\section*{J-shifting: whose rotational constant?}

Reactor models for hydrogen and deuterium plasmas need rate constants for atom--molecule steps such as $\mathrm{D + H_2 \to DH + H}$. Exact quantum scattering is cheapest at total angular momentum $J=0$, and J-shifting, associated with Bowman, estimates the higher $J$ from that one calculation. It needs one rotational constant, and the wrong one costs nearly an order of magnitude.

\subsection*{The factorisation}

The exact thermal rate constant, in $\mathrm{cm^3\,molecule^{-1}\,s^{-1}}$, is
\begin{equation}
k(T)=\frac{1}{h\,Q_r(T)}\sum_{J=0}^{\infty}(2J+1)\int_0^\infty N^J(E)\,e^{-E/k_BT}\,dE .
\label{exact}
\end{equation}
$N^J(E)$ is the cumulative reaction probability: the state-to-state probabilities at total energy $E$ and fixed $J$, summed over all reactant and product channels of both parities. The factor $2J+1$ counts spatial orientations. $E$ is measured from the reactant ground state, so $N^J=0$ for $E<0$. $Q_r$ is the full reactant partition function per unit volume: relative translation times the vibration and rotation of $\mathrm{H_2}$. We treat the two H nuclei as distinguishable in both $N^J$ and $Q_r$. Rotational constants and $k_BT$ are in $\mathrm{cm^{-1}}$, with $k_B/hc=0.69503\ \mathrm{cm^{-1}\,K^{-1}}$.

J-shifting assumes that overall rotation only raises the barrier, by the rotational energy of the three-atom complex at the saddle point:
\begin{equation}
N^J(E)\approx N^0\big(E-B^\ddagger J(J+1)\big).
\label{shift}
\end{equation}
Substituting $E'=E-B^\ddagger J(J+1)$ pulls $e^{-B^\ddagger J(J+1)/k_BT}$ out of each integral, and the rest is the $J=0$ integral:
\begin{equation}
k(T)=k^{0}(T)\,Q(B^\ddagger),\qquad
Q(B)=\sum_{J=0}^{\infty}(2J+1)\,e^{-bJ(J+1)},\qquad b=\frac{B}{k_BT}.
\label{fact}
\end{equation}
Here $k^0$ is the $J=0$ term of Eq.~\eqref{exact}, still divided by the full $Q_r$. Euler--Maclaurin summation gives
\begin{equation}
Q=\frac{1}{b}\left(1+\frac{b}{3}+\frac{b^2}{15}+\dots\right).
\label{series}
\end{equation}
For a nonlinear saddle that is a symmetric top, each $J$ has projections $K=-J,\dots,J$ on the figure axis, and $N^J$ is a sum of $2J+1$ shifted copies of $N^0$. The same substitution gives
\begin{equation}
Q_{\rm top}=\sum_{J}(2J+1)\sum_{K=-J}^{J}e^{-[BJ(J+1)+(A-B)K^2]/k_BT}\;\to\;\sqrt{\frac{\pi (k_BT)^3}{AB^2}},
\label{top}
\end{equation}
the arrow denoting $k_BT\gg A,B$, with both constants taken at the saddle.

\subsection*{Inputs}

The masses are $m_H=1.00783$~u and $m_D=2.01410$~u. The typical $\mathrm{H_2}$ bond length is $r_e\approx0.741$~\AA. The saddle is collinear, D--H--H, with both bonds typically $r^\ddagger\approx0.930$~\AA. A moment of inertia $I$ in $\mathrm{u\,\AA^2}$ converts as $B=16.858\ \mathrm{cm^{-1}}/I$. The reduced masses are $\mu_r=m_H/2=0.5039$~u within $\mathrm{H_2}$ and $\mu_R=2m_Hm_D/(2m_H+m_D)=1.0074$~u for D against $\mathrm{H_2}$.

\subsection*{A wrong attempt}

\textbf{The calculation in this section is wrong; do not reuse its numbers.}

\begin{enumerate}
\item[W1.] The rate factorises as $k=k^0Q(B)$.
\item[W2.] An atom has no rotation, so the only rotor is $\mathrm{H_2}$: $I=\mu_r r_e^2=0.2767\ \mathrm{u\,\AA^2}$ and $B=60.9\ \mathrm{cm^{-1}}$ (7.55~meV).
\item[W3.] Summing Eq.~\eqref{fact} with this $B$ gives the wrong answer
\end{enumerate}
\begin{equation}
k_{\rm wrong}/k^0=2.65\ (200\ \mathrm{K}),\quad 3.78\ (300\ \mathrm{K}),\quad 11.8\ (1000\ \mathrm{K}).
\end{equation}

\subsection*{The symptom}

Ask what geometry the constant in W2 implies. For three collinear atoms the moment of inertia about the centre of mass splits exactly as
\begin{equation}
I=\mu_R R^2+\mu_r r^2,
\label{jacobi}
\end{equation}
where $r$ is the H--H distance and $R$ the distance from D to the centre of the H--H pair. Setting $I=0.2767\ \mathrm{u\,\AA^2}$ with the stretched bond $r=r^\ddagger$ gives
\begin{equation}
R^2=\frac{\mu_r\,(r_e^2-r^{\ddagger2})}{\mu_R}=-0.158\ \text{\AA}^2 .
\end{equation}
No saddle has a negative $R^2$. Even with an unstretched bond the result is $R=0$, the D atom at the centre of the molecule.

Two further signs need no arithmetic. The wrong factor is the same for $\mathrm{H+H_2}$ and $\mathrm{D+H_2}$, although the mass of the incoming atom must enter the centrifugal barrier. It also cancels exactly against the rigid $\mathrm{H_2}$ rotor in $Q_r$, so the rotational partition-function ratio of transition-state theory comes out as one at every temperature.

\subsection*{The faulty line}

W2 is at fault; W1 is sound and W3 is correct arithmetic. $J$ is the total angular momentum, the vector sum of the diatom rotation $j$ and the orbital angular momentum of D about $\mathrm{H_2}$. It is not $j$. The shift in Eq.~\eqref{shift} is the energy needed to carry $J$ through the bottleneck, where all three atoms turn as one body. The constant of $\mathrm{H_2}$ has its place in $Q_r$, inside $k^0$, and nowhere else.

\subsection*{The mended calculation}

At the saddle $R=\tfrac32 r^\ddagger=1.395$~\AA, and Eq.~\eqref{jacobi} gives
\begin{equation}
I^\ddagger=1.9605+0.4358=2.3963\ \mathrm{u\,\AA^2},\qquad B^\ddagger=7.03\ \mathrm{cm^{-1}}\ (0.872\ \mathrm{meV}).
\end{equation}
The same geometry gives $9.67\ \mathrm{cm^{-1}}$ for $\mathrm{H+H_2}$, so the factor for D is now about 1.4 times that for H. The table sums Eq.~\eqref{fact} directly with the rounded constants 60.9 and $7.03\ \mathrm{cm^{-1}}$; the last column is explained below.

\begin{center}
\begin{tabular}{rrrrrr}
\hline
$T$ (K) & $k_BT$ ($\mathrm{cm^{-1}}$) & $Q$ wrong & $Q$ mended & mended/wrong & $f_{\rm bend}$\\
\hline
200 & 139.0 & 2.65 & 20.1 & 7.6 & 1.00\\
300 & 208.5 & 3.78 & 30.0 & 7.9 & 1.03\\
500 & 347.5 & 6.05 & 49.8 & 8.2 & 1.18\\
700 & 486.5 & 8.33 & 69.5 & 8.3 & 1.40\\
1000 & 695.0 & 11.8 & 99.2 & 8.4 & 1.80\\
\hline
\end{tabular}
\end{center}

The two-term form $(k_BT/B)(1+B/3k_BT)$ falls short of the sum at 200~K by only 0.02\,\% for the saddle constant, and by 1.2\,\% for the $\mathrm{H_2}$ constant.

\subsection*{Size of the error}

Because $k^0$ cancels, the ratio column is the error in the J-shifted rate, whatever the barrier height. The wrong rate is 87\,\% too low at 200~K and 88\,\% too low at 1000~K. The ratio climbs towards the classical limit $60.9/7.03=8.7$. Since $1/Q$ is the share of the rate carried by $J=0$, the slip assigns 38\,\% of the 200~K rate to $J=0$, against 5\,\% after mending.

An Arrhenius plot hides the slip. The factor $Q$ adds $k_BT^2\,d\ln Q/dT$, the mean rotational energy, to the activation energy, and Eq.~\eqref{series} gives this as $k_BT-B/3+\dots$ The wrong activation energy is therefore low by about $(60.9-7.03)/3=18.0\ \mathrm{cm^{-1}}$; direct sums give 2.3~meV at 200~K and 2.2~meV at 1000~K. Almost the whole error sits in the prefactor.

The slip carries over to tops. For H abstraction from $\mathrm{SiH_4}$ through a saddle with a threefold axis, the reactant is a spherical top with constant $B_r$, and Eq.~\eqref{top} makes the classical mended/wrong ratio $\sqrt{B_r^3/(AB^2)}$. The incoming atom lies on the axis, so it adds nothing to the moment behind $A$ but lowers $B$.

\subsection*{What the mended result still neglects}

At a linear saddle, $K$ is not a rigid rotation. It equals the vibrational angular momentum $l$ of the doubly degenerate bend, and $J\ge|l|$. The $J=0$ calculation sees only $l=0$, so Eq.~\eqref{shift} omits every bend state with $l\neq0$. Take a separable harmonic bend of wavenumber $\omega$ and $x=e^{-\omega/k_BT}$. Level $v$ holds $v+1$ states, $l=-v,-v+2,\dots,v$, so all states sum to $1/(1-x)^2$. The $l=0$ states occur once in each even level and sum to $1/(1-x^2)$. With rotational energy $B^\ddagger[J(J+1)-l^2]$, the sum over $J\ge|l|$ equals $1/b+1/3$ up to terms of order $b$ for small $|l|$, the same as for $l=0$. The missing factor is
\begin{equation}
f_{\rm bend}=\frac{1+x}{1-x}=\coth\frac{\omega}{2k_BT}.
\end{equation}
The table uses a typical D--H--H bend, $\omega\approx870\ \mathrm{cm^{-1}}$. The factor is negligible up to 300~K but reaches 1.80 at 1000~K, so the mended $Q$ alone underestimates the hot end of the range by that much.

A single $B^\ddagger$ is also an idealisation. At 200~K the reaction proceeds largely by tunnelling, which samples geometries away from the saddle. Lengthening $R$ by 0.1~\AA\ at fixed $r$ raises $I$, and with it $Q$, by about 12\,\%, which limits the ratios to two figures at best.

All these numbers belong to the rigid-rotor, harmonic-bend model with typical geometry and frequency as inputs, not to an exact treatment of $\mathrm{D+H_2}$. Within that model, the $\mathrm{H_2}$ constant makes the rate too small by a factor of 7.6 at 200~K and 8.4 at 1000~K; with the bend states restored, the shortfall of the wrong attempt is still 7.6 at 200~K but about 15 at 1000~K.